**Spin polarisation of the iodine 5p shell: energy against exchange splitting**

The table holds the energy change, 5p exchange splitting, spin-up level and spin density at the nucleus of a spherical all-electron iodine atom (SCAN, scalar-relativistic, radial Kohn-Sham solver) as the 5p moment $m$ is raised from 0 to 1. The program compares three links between energy and splitting $\Delta$: a drop across the full gap, $-m\Delta/2$; the Janak/Stoner relation $dE/dm = -\Delta/2$; and a quartic curve fitted to the energies. The integrated splittings reproduce the energies at $m = 0.25$ and $0.5$ to 0.1%, the full-gap formula is twice too large there, and the quartic implies splittings 9 to 16% too small. The energies at $m = 0.75$ and $1$ lie about 0.022 to 0.023 eV above the integral while the levels stay smooth, which points to a numerical offset of unestablished cause. The output also gives the $m^2$ shift of the mean 5p level, the polarisation of the closed shells at $m = 0.75$ and simple fits to the spin density at the nucleus.

Iodine atom ([Kr] 4d10 5s2 5p5), radks radial solver (version 1) with Libxc: all-electron scalar-relativistic spin-polarised generalised Kohn-Sham, SCAN functional, spherical densities, finite nucleus (Fermi distribution, rms radius 4.75 fm). Electrons move from 5p down to 5p up; other shells keep equal spin occupations. Eigenvalue and splitting (down minus up) refer to 5p.

## Numerical check

```python
# Table: iodine atom, radks radial all-electron Kohn-Sham, SCAN, scalar-relativistic, spherical;
# energy change, 5p exchange splitting D, 5p up level, spin density at nucleus against 5p moment m.
# Tested: E = -m D/2 (A), Janak/Stoner dE/dm = -D/2 (B), quartic energy curve (C).
T = {
    'moment': [0.0, 0.25, 0.5, 0.75, 1.0],  # μB
    'energy_change': [0.0, -0.013369, -0.052707, -0.095208, -0.18467],  # eV
    'exchange_splitting': [0.0, 0.21195, 0.41725, 0.62097, 0.82412],  # eV
    'spin_up_eigenvalue': [-7.3544, -7.4583, -7.5548, -7.6464, -7.7337],  # eV
    'spin_density_at_nucleus': [None, -0.01343, -0.04017, -0.0779, -0.1276],  # e/bohr³
    'split_per_moment': [None, 0.848, 0.834, 0.828, 0.824],  # eV/μB
}
import numpy as np
from scipy.constants import physical_constants as pc
Ha = pc['Hartree energy in eV'][0]
M, En, Dn, U = (np.array(T[k], float) for k in
                ('moment', 'energy_change', 'exchange_splitting', 'spin_up_eigenvalue'))
m, E, D = M[1:], En[1:], Dn[1:]
rho = np.array(T['spin_density_at_nucleus'][1:], float)
f = lambda x, n=4: '  '.join(f'{v:+.{n}f}' for v in x)
def fit(cols, y):
    A = np.array(cols).T
    c = np.linalg.lstsq(A, y, rcond=None)[0]
    return c, y - A @ c
print('rows are m (muB):', f(m, 2))
print('rounding: energy and D at most 0.000005 eV, levels 0.00005 eV, spin density 0.00005 e/bohr^3')
print('D/m (eV/muB):', f(D/m), f'; drop first to last {100*(1-(D/m)[-1]/(D/m)[0]):.1f} %')
I, r = fit([m], D)
print(f'D = I m: I = {I[0]:.4f} eV/muB; residuals (eV):', f(r))
c, r = fit([m, m**3], D)
print(f'D = a m + b m^3: a = {c[0]:.4f}, b = {c[1]:.4f}; residuals (eV):', f(r))
p, lnk = np.polyfit(np.log(m), np.log(D), 1); k = np.exp(lnk)
print(f'D = k m^p: k = {k:.4f} eV, p = {p:.4f}; residuals (eV):', f(D - k*m**p))
print('table energy E (eV):', f(E, 5))
print('E/m^2 (eV/muB^2):', f(E/m**2))
print('-E/(m D), A gives 0.5, B gives 0.25:', f(-E/(m*D)))
print('A: -m D/2 (eV):', f(-m*D/2, 5), '; ratio to table:', f(-m*D/2/E, 2))
S = -I[0]*m**2/4
print('B parabola -I m^2/4 (eV):', f(S, 5), '; table minus model:', f(E - S, 5))
step = -(Dn[1:] + Dn[:-1])/4*np.diff(M); tr = np.cumsum(step)
print('B trapezoid integral (eV):', f(tr, 5), '; table minus model:', f(E - tr, 5))
J = -k*m**(p+1)/(2*(p+1)); off = E - J
print('B power-law integral (eV):', f(J, 5), '; table minus model:', f(off, 5))
print('  table minus model as % of integral:', f(100*off/np.abs(J), 1))
print(f'  worst row m = {m[np.argmax(abs(off))]:.2f}; change of offset from 0.75 to 1: {off[3]-off[2]:+.5f} eV')
print('energy step per interval, table (eV):', f(np.diff(En), 5))
print('energy step per interval, trapezoid (eV):', f(step, 5))
print('  ratio table/trapezoid:', f(np.diff(En)/step, 3))
print('mean D per interval from energies -2 dE/dm (eV):', f(-2*np.diff(En)/np.diff(M), 3))
print('mean D per interval from levels (eV):', f((Dn[1:] + Dn[:-1])/2, 3))
q, r = fit([m**2, m**4], E)
print(f'C: E = a m^2 + b m^4: a = {q[0]:.4f}, b = {q[1]:.4f} eV; residuals (eV):', f(r))
Dq = -2*(2*q[0]*m + 4*q[1]*m**3)
print('  D implied by C (eV):', f(Dq, 3), '; error vs table (%):', f(100*(Dq/D - 1), 1))
sh = (U + Dn/2 - U[0])[1:]
g, r = fit([m**2], sh); ps = np.polyfit(np.log(m), np.log(sh), 1)[0]
print('5p down level (eV):', f((U + Dn)[1:]))
print('shift of mean 5p level (eV):', f(sh), f'; log slope {ps:.2f}')
print(f'  shift = g m^2: g = {g[0]:.4f} eV, -4g = {-4*g[0]:.3f} eV; residuals (eV):', f(r, 5))
print('spin density / m (e/bohr^3/muB):', f(rho/m))
for name, cols in (('a m', [m]), ('a m + b m^3', [m, m**3]), ('a m + b m|m|', [m, m**2])):
    c, r = fit(cols, rho)
    print(f'  spin density = {name}: constants', f(c), '; residuals:', f(r))
# further outputs of the same runs, rows m = 0 and m = 0.75
print(f'm = 0.75: 5s splitting {18.37978-17.71058:.3f} eV, 4d {51.34242-51.25846:.3f} eV, 5p {D[2]:.3f} eV')
print(f'm = 0.75: 5p mean radius change, up {2.448872-2.459022:+.4f}, down {2.471213-2.459022:+.4f} bohr')
print(f'm = 0 to 0.75: xc energy {(182.092-182.0975)*Ha:+.2f} eV, Hartree {(2814.156-2814.128)*Ha:+.2f} eV'
      f' (rounding up to {0.001*Ha:.2f} eV)')
print(f'm = 0.75: offset {off[2]/Ha:.1e} hartree = {off[2]/Ha/182.0975:.1e} of xc energy;'
      f' spin/total density at nucleus {rho[2]/256881.7:.1e}')
assert 0.9 < p < 1.1 and np.all(np.diff(D/m) < 0)
assert np.all(np.abs(off[:2]/J[:2]) < 0.02) and np.all(off[2:] > 0.015)
assert 1.8 < ps < 2.2
assert np.all(rho < 0) and np.all(np.diff(rho/m) < 0)
```

It prints:

```
rows are m (muB): +0.25  +0.50  +0.75  +1.00
rounding: energy and D at most 0.000005 eV, levels 0.00005 eV, spin density 0.00005 e/bohr^3
D/m (eV/muB): +0.8478  +0.8345  +0.8280  +0.8241 ; drop first to last 2.8 %
D = I m: I = 0.8274 eV/muB; residuals (eV): +0.0051  +0.0035  +0.0004  -0.0033
D = a m + b m^3: a = 0.8386, b = -0.0152; residuals (eV): +0.0025  -0.0002  -0.0016  +0.0007
D = k m^p: k = 0.8234 eV, p = 0.9794; residuals (eV): +0.0001  -0.0004  -0.0003  +0.0007
table energy E (eV): -0.01337  -0.05271  -0.09521  -0.18467
E/m^2 (eV/muB^2): -0.2139  -0.2108  -0.1693  -0.1847
-E/(m D), A gives 0.5, B gives 0.25: +0.2523  +0.2526  +0.2044  +0.2241
A: -m D/2 (eV): -0.02649  -0.10431  -0.23286  -0.41206 ; ratio to table: +1.98  +1.98  +2.45  +2.23
B parabola -I m^2/4 (eV): -0.01293  -0.05172  -0.11636  -0.20686 ; table minus model: -0.00044  -0.00099  +0.02115  +0.02219
B trapezoid integral (eV): -0.01325  -0.05257  -0.11746  -0.20778 ; table minus model: -0.00012  -0.00014  +0.02225  +0.02311
B power-law integral (eV): -0.01338  -0.05275  -0.11770  -0.20800 ; table minus model: +0.00001  +0.00004  +0.02249  +0.02333
  table minus model as % of integral: +0.1  +0.1  +19.1  +11.2
  worst row m = 1.00; change of offset from 0.75 to 1: +0.00084 eV
energy step per interval, table (eV): -0.01337  -0.03934  -0.04250  -0.08946
energy step per interval, trapezoid (eV): -0.01325  -0.03932  -0.06489  -0.09032
  ratio table/trapezoid: +1.009  +1.000  +0.655  +0.991
mean D per interval from energies -2 dE/dm (eV): +0.107  +0.315  +0.340  +0.716
mean D per interval from levels (eV): +0.106  +0.315  +0.519  +0.723
C: E = a m^2 + b m^4: a = -0.1780, b = -0.0051 eV; residuals (eV): -0.0022  -0.0079  +0.0065  -0.0016
  D implied by C (eV): +0.179  +0.361  +0.551  +0.753 ; error vs table (%): -15.7  -13.5  -11.2  -8.7
5p down level (eV): -7.2464  -7.1376  -7.0254  -6.9096
shift of mean 5p level (eV): +0.0021  +0.0082  +0.0185  +0.0328 ; log slope 1.99
  shift = g m^2: g = 0.0328 eV, -4g = -0.131 eV; residuals (eV): +0.00003  +0.00003  +0.00004  -0.00003
spin density / m (e/bohr^3/muB): -0.0537  -0.0803  -0.1039  -0.1276
  spin density = a m: constants -0.1117 ; residuals: +0.0145  +0.0157  +0.0059  -0.0159
  spin density = a m + b m^3: constants -0.0642  -0.0644 ; residuals: +0.0036  -0.0000  -0.0026  +0.0010
  spin density = a m + b m|m|: constants -0.0318  -0.0959 ; residuals: +0.0005  -0.0003  -0.0001  +0.0001
m = 0.75: 5s splitting 0.669 eV, 4d 0.084 eV, 5p 0.621 eV
m = 0.75: 5p mean radius change, up -0.0101, down +0.0122 bohr
m = 0 to 0.75: xc energy -0.15 eV, Hartree +0.76 eV (rounding up to 0.03 eV)
m = 0.75: offset 8.3e-04 hartree = 4.5e-06 of xc energy; spin/total density at nucleus -3.0e-07
```
